\paragraph{Note 1. Premises.}
A is a hydrogen atom with its proton clamped at the origin and its electron at $\mathbf r$. B is a Drude oscillator: a core of charge $+q$ clamped at $R\hat{\mathbf z}$, and a distinguishable particle of charge $-q$, mass $m$ and displacement $\boldsymbol\xi$, bound by the spring constant $k=m\omega^2$. All A--B couplings are instantaneous Coulomb forces. With $\kappa=1/4\pi\varepsilon_0$ and $U=-\kappa e^2/r$, $H=H_0+V$,
\begin{equation}
H_0=\frac{p^2}{2m_e}+U+\frac{P^2}{2m}+\frac{k\xi^2}{2},\qquad V=e\,\Phi_B(0)-e\,\Phi_B(\mathbf r),
\end{equation}
where $\Phi_B$ is the potential operator of the two charges of B. The unperturbed state is $|0\rangle=\phi_0\chi_0$, with $\phi_0$ the 1s orbital. The dipole $\boldsymbol\mu=-q\boldsymbol\xi$ of B has polarisability $\alpha=q^2/k$; $\mu_i\chi_0$ is a pure one-quantum state, and $\langle\mu_i\mu_j\rangle=\alpha\hbar\omega\,\delta_{ij}/2$. Forces along $+z$ point from A to B. Reduced quantities are $t=r/a_0$, $\bar R=R/a_0$, $\epsilon=\hbar\omega/E_h$, $\bar\alpha=\kappa\alpha/a_0^3$, $\bar q=q/e$ and $s=\langle\mu_x^2\rangle/(ea_0)^2=\bar\alpha\epsilon/2$.

\paragraph{Note 2. What the theorem says exactly.}
Move the proton while the electron, the Drude particle and the core stay at fixed laboratory positions. Only the Coulomb terms that contain the proton change, and the Hellmann--Feynman theorem for the exact eigenstate gives
\begin{equation}
F_A=F_{\rm own}+F_B,\qquad F_{\rm own}=\kappa e^2\!\int\! n(\mathbf r)\frac{z}{r^3}\,d^3r=\langle\partial_zU\rangle,\qquad F_B=e\langle \mathcal E_{B,z}(0)\rangle .
\label{split}
\end{equation}
Each term needs only a one-particle density, although the energy $-C_6/R^6$ is usually read as a correlation between two dipoles. Feynman (1939) stated that $F_{\rm own}$ carries the whole $R^{-7}$ force; Hirschfelder and Eliason (1967) verified it for two H atoms, and Hunt (1990) gave a general proof.

\paragraph{Note 3. The couplings.}
The dipole part of $\Phi_B$ is $-\kappa\boldsymbol\mu\cdot\nabla|\mathbf r-R\hat{\mathbf z}|^{-1}$. Insert $|\mathbf r-R\hat{\mathbf z}|^{-1}=\sum_l r^lP_l(\cos\theta)/R^{l+1}$. The $l=1$ term is constant in $\mathbf r$ and cancels against $e\Phi_B(0)$; the terms $l=2$ and $l=3$ give
\begin{equation}
V_{11}=-\frac{\kappa e}{R^3}\,\boldsymbol\mu\cdot\mathbf a,\quad \mathbf a=(x,\,y,\,-2z);\qquad
V_{21}=-\frac{\kappa e}{R^4}\,\boldsymbol\mu\cdot\mathbf b,\quad \mathbf b=(3xz,\,3yz,\,-3r^2P_2).
\end{equation}
In $V_{l_Al_B}$ the first index is the multipole rank on A. Direct differentiation and multiplication give two facts that carry the result:
\begin{equation}
\partial_zV_{21}=\frac{3}{R}V_{11}=-\frac{\partial V_{11}}{\partial R},\qquad \mathbf a\cdot\mathbf b=6z^3 .
\label{facts}
\end{equation}
The first holds because the potential at the electron depends on $z$ and $R$ only through $z-R$.

\paragraph{Note 4. Which products reach the density of A.}
Let $G=Q/(H_0-E_0)$ with $Q=1-|0\rangle\langle0|$. Every multipole term has zero mean in $\phi_0$ and in $\chi_0$, so $\psi_1=-GV|0\rangle$, $\psi_2=GVGV|0\rangle$, and no density shift appears at first order. At second order the coordinates of B are integrated out. The product $V_{11}V_{11}$ gives an $R^{-6}$ shift that is even in $\mathbf r$ and pulls on the proton with zero net force. At $R^{-7}$ there are two candidates. The product $V_{11}V_{12}$ pairs a dipole with a quadrupole on B, and its average over $\chi_0$ vanishes by parity. Only $V_{11}V_{21}$ survives: the quadrupole must sit on the atom whose nucleus feels the force. The normalisation term has no cross part, again by parity.

\paragraph{Note 5. The density itself.}
For any radial function, $(H_A-E_{1s})\,g\,Y_l\,\phi_0=E_h(L_lg)Y_l\phi_0$ with
\begin{equation}
L_l=-\frac12\Big(\frac{d^2}{dt^2}+\frac2t\frac{d}{dt}\Big)+\frac{d}{dt}+\frac{l(l+1)}{2t^2}.
\end{equation}
In $\psi_1$, B holds one quantum, which shifts the resolvent by $\epsilon$. In the part of $\psi_2$ that overlaps $\chi_0$ the last resolvent is unshifted. Define the regular, normalisable solutions
\begin{equation}
(L_l+\epsilon)g_l=t^l\quad(l=1,2),\qquad L_lh_l=t\,g_2+t^2g_1\quad(l=1,3).
\end{equation}
Brackets around radial functions denote the average with weight $4t^2e^{-2t}$. Put $G_1(\epsilon)=\langle t g_1\rangle/3$. Since the squared coefficients in $\mathbf a$ sum to $1+1+4$,
\begin{equation}
C_6=R^6\langle0|V_{11}GV_{11}|0\rangle=6\,s\,G_1(\epsilon)\,E_ha_0^6 .
\end{equation}
The cross term of $|\psi_1|^2$ has radial factor $g_1g_2$, the term $2\phi_0\langle\chi_0|\psi_2\rangle$ has $h_l$, and both have the angular factor $6\cos^3\theta=\frac{18}{5}P_1+\frac{12}{5}P_3$ from (\ref{facts}):
\begin{equation}
\delta n_7=\frac{2s}{\bar R^7}\,\phi_0^2\Big[\frac{18}{5}(g_1g_2+h_1)P_1+\frac{12}{5}(g_1g_2+h_3)P_3\Big].
\label{dens}
\end{equation}
The resolvents act below the lowest level of each $l$, where the radial Green function is a product of two nodeless solutions and is positive. Hence $g_1$, $g_2$, $h_1>0$: at every radius the $P_1$ part adds electron density on the side facing B. Only that part enters (\ref{split}), and $\langle\cos^2\theta\rangle=1/3$ gives
\begin{equation}
F_{\rm own}^{(7)}=\frac{12}{5}\frac{s}{\bar R^7}\Big\langle\frac{g_1g_2+h_1}{t^2}\Big\rangle\frac{E_h}{a_0},\qquad
\langle z\rangle=\frac{12}{5}\frac{s}{\bar R^7}\big\langle t\,(g_1g_2+h_1)\big\rangle a_0 .
\label{Fz}
\end{equation}

\paragraph{Note 6. Why this equals $6C_6/R^7$.}
Write $D=\partial_z$ for the electron, a real anti-Hermitian operator. The force operator is a commutator, $\hat F=\partial_zU=[D,H_0-E_0]$. The second-order mean is
\begin{equation}
F_{\rm own}=\langle0|VG\hat FGV|0\rangle+2\langle0|\hat FGVGV|0\rangle .
\end{equation}
Since $\langle0|(H_0-E_0)=0$, $(H_0-E_0)G=Q$ and $\langle0|D|0\rangle=0$, one has $\langle0|\hat FG=\langle0|D$. Likewise $G\hat FG=GDQ-QDG$. With $QV|0\rangle=V|0\rangle$ and the antisymmetry of $D$ between real functions, the first term equals $-2\langle0|VDGV|0\rangle$. The sum is
\begin{equation}
F_{\rm own}=2\langle0|[D,V]\,GV|0\rangle=2\langle0|(\partial_zV)\,GV|0\rangle .
\end{equation}
At $R^{-7}$, $\partial_zV_{11}$ acts on B alone and meets $V_{21}$, whose mean in $\phi_0$ is zero. What remains, by (\ref{facts}), is
\begin{equation}
F_{\rm own}^{(7)}=\frac{6}{R}\langle0|V_{11}GV_{11}|0\rangle=\frac{6C_6}{R^7}.
\label{result}
\end{equation}
This is the gradient force of the energy $-C_6/R^6$, directed towards B. The physical content is that the electron is stationary: B pulls on it through the correlated coupling, and it hands the same pull to its proton. Although $\hat F\phi_0\sim r^{-2}$ is not square integrable, it meets only $l=1$ functions that vanish as $r$, so every integral converges. In radial form (\ref{result}) reads
\begin{equation}
\langle (g_1g_2+h_1)/t^2\rangle=15\,G_1(\epsilon).
\label{radial}
\end{equation}

\paragraph{Note 7. A test in closed form.}
For a slow partner, $\epsilon\to0$ at fixed $s$, the equations close on polynomials, because $L_lt^j=jt^{j-1}-\frac12(j-l)(j+l+1)t^{j-2}$:
\begin{equation}
g_1=t+\frac{t^2}{2},\quad g_2=\frac{t^2}{2}+\frac{t^3}{3},\quad
h_1=\frac{115}{8}t+\frac{115}{16}t^2+\frac{23}{8}t^3+\frac{23}{24}t^4+\frac16t^5 .
\end{equation}
With $\langle t^j\rangle=(j+2)!/2^{j+1}$ one finds $G_1(0)=9/4$, $\langle g_1g_2/t^2\rangle=15/4$ and $\langle h_1/t^2\rangle=30$. The sum $135/4$ satisfies (\ref{radial}). The first-order wave function, which suffices for $C_6$, supplies only one ninth of the electrostatic force here; the second-order function cannot be skipped.

\paragraph{Note 8. The field of B, and its fate.}
$F_B$ depends on the density of B alone. With the axial moments $\mu_B=\langle\mu_z\rangle$ and $\Theta_B=-q\langle\xi^2P_2\rangle$, expansion of the Coulomb field at the origin gives $F_B=\kappa e\,(2\mu_B/R^3-3\Theta_B/R^4+\dots)$. The dipole follows from the theorem applied to the core. The spring pulls it with $k\langle\xi_z\rangle$; the field of A at the core is of order $R^{-10}$, since the shifts of Note 4 give A a quadrupole of order $R^{-6}$ and a dipole of order $R^{-7}$; and the total must be $-6C_6/R^7$. Therefore
\begin{equation}
\mu_B=\frac{6C_6\alpha}{qR^7}.
\end{equation}
For the quadrupole, give each axis its own spring constant $k_i$. Then $\langle\xi_i^2\rangle=2\,\partial E/\partial k_i$, the second-order energy is a sum of axis terms proportional to $G_1(\epsilon_i)/\epsilon_i$ with weights $1,1,4$, and $\langle\xi^2P_2\rangle=\langle\xi_z^2\rangle-\langle\xi_x^2\rangle$ by axial symmetry. Differentiation gives
\begin{equation}
\Theta_B=-\frac{6s^2}{\bar q\,\bar R^6}\Big[\frac{G_1}{\epsilon}-\frac{dG_1}{d\epsilon}\Big]ea_0^2 .
\end{equation}
The $R^{-6}$ quadrupole, often forgotten, acts at the same order as the $R^{-7}$ dipole, and $F_B\propto R^{-10}$. The total force has no such term. Second-order energies of spherical partners pair equal ranks and carry even powers of $R$, and the third-order $R^{-9}$ energy holds three dipole operators on A and vanishes by parity. Hence $F_{\rm own}^{(10)}=-F_B^{(10)}$: the electron screens its proton, as in any neutral atom in a uniform field. The $R^{-9}$ force $8C_8/R^9$ also belongs wholly to $F_{\rm own}$.

\paragraph{Note 9. Range of validity.}
(i) The multipole series is asymptotic and needs $R$ far beyond $a_0$ and the Drude width $\sigma=a_0\sqrt{s}/\bar q$. The product of the densities, $\exp[-2r/a_0-(R-r)^2/2\sigma^2]$ along the axis, peaks at the value $\exp(-2\bar R+2\sigma^2/a_0^2)$. (ii) The coupling is unretarded; the leading correction is of relative order $(\omega R/c)^2$, with $\omega$ a typical excitation frequency of either partner. (iii) Nuclei are clamped and both ground states are nondegenerate and spherical. A partner with a permanent $2^l$-pole puts a field of order $R^{-l-2}$ on the proton, which can precede $R^{-7}$; it is screened at linear order, but the clean assignment of Note 8 is lost. (iv) The step $\langle0|\hat FG=\langle0|D$ needs exact resolvents. In a finite basis that is not closed under $D$, the electrostatic force and the energy gradient need not agree. (v) The next term has relative size $4C_8/3C_6R^2$. The angular averages of the squared components of $\mathbf b/r^2$ sum to 3; the traceless quadrupole of B excites exactly two quanta and $\langle\xi^4\rangle=15\sigma^4$. So
\begin{equation}
C_8=\Big[3s\langle t^2g_2\rangle+\frac{45s^2}{\bar q^2}\,G_1(2\epsilon)\Big]E_ha_0^8 .
\end{equation}

\paragraph{Note 10. Numbers: H and a methane-like oscillator.}
Methane, a feed gas for carbon deposition, meets H atoms in such processes. Take $\bar\alpha=17.3$ ($\alpha=2.85\times10^{-40}$ C$^2$m$^2$J$^{-1}$), a typical value, and $\epsilon=0.58$ ($\hbar\omega=2.53\times10^{-18}$ J), chosen so that the oscillator's self-coefficient $\frac34\bar\alpha^2\epsilon=130$ reproduces the typical one. The charge $q=e$ is assumed; it does not enter $C_6$ or $\delta n_7$. Then $s=5.017$ and $\sigma=0.119$ nm. Let $R=1.0$ nm, $\bar R=18.90$.

Expand $g_l=t^l\sum_nc_nL_n^{(2l+1)}(2t)$. The Laguerre equation gives $L_l[t^lL_n^{(2l+1)}]=(n+l)t^{l-1}L_n^{(2l+1)}$, and the three-term recurrence then gives
\begin{equation}
2[(n+l)+\epsilon(n+l+1)]c_n-\epsilon nc_{n-1}-\epsilon(n+2l+2)c_{n+1}=(2l+2)\delta_{n0}-\delta_{n1},
\end{equation}
with $\langle t^lg_l\rangle=\langle t^{2l}\rangle(c_0-c_1)$. The decaying solution converges geometrically, and $h_1$ follows power by power as in Note 7. The results are $G_1=0.95727$, $dG_1/d\epsilon=-0.9351$, $G_1(2\epsilon)=0.6123$ and $\langle t^2g_2\rangle=18.69$. Thus $C_6=28.8\,E_ha_0^6=2.76\times10^{-78}$ J\,m$^6$. From the density, $\langle g_1g_2/t^2\rangle=0.900$ and $\langle h_1/t^2\rangle=13.459$; their sum $14.359$ is $15G_1$, with $6.3\,\%$ from the first-order function. The model's leading force is
\begin{equation}
F_{\rm own}^{(7)}=\frac{6C_6}{R^7}=1.66\times10^{-14}\ {\rm N}.
\end{equation}
The moments $\langle tg_1g_2\rangle=20.39$ and $\langle th_1\rangle=121.43$ give $\langle z\rangle=1708\,a_0/\bar R^7$, a dipole of $1.68\times10^{-35}$ C\,m with its negative end towards B. The dipole does not fix the force. A uniform field that induced the same dipole, through the reduced polarisability $2G_1(0)=9/2$, would make the electron pull on the proton $2.19$ times as hard, because $\delta n_7$ lies further out than a uniform-field distortion. On B, $\mu_B=2991\,ea_0/\bar R^7=2.95\times10^{-35}$ C\,m and $\Theta_B=-390\,ea_0^2/\bar R^6$, so $F_B=7.15\times10^3(E_h/a_0)/\bar R^{10}$, which is $0.6\,\%$ of the leading force and is cancelled by screening.

The overlap factor is $9\times10^{-13}$. The unscreened part of the core charge, fixed by the Gaussian weight at $\xi>R$, repels the proton with $3\times10^{-11}$ of the leading force. For B, $\omega R/c=0.080$, with square $0.0064$. The term that matters is $C_8=975\,E_ha_0^8$, of which $281$ comes from the quadrupole on A. It adds $13\,\%$ and raises the model's force to about $1.9\times10^{-14}$ N. This correction and the moments of B rest on the assumed $q$. Real methane also has a permanent octupole and a dipole--quadrupole polarisability, which bring orientation-dependent terms that a spherical oscillator lacks.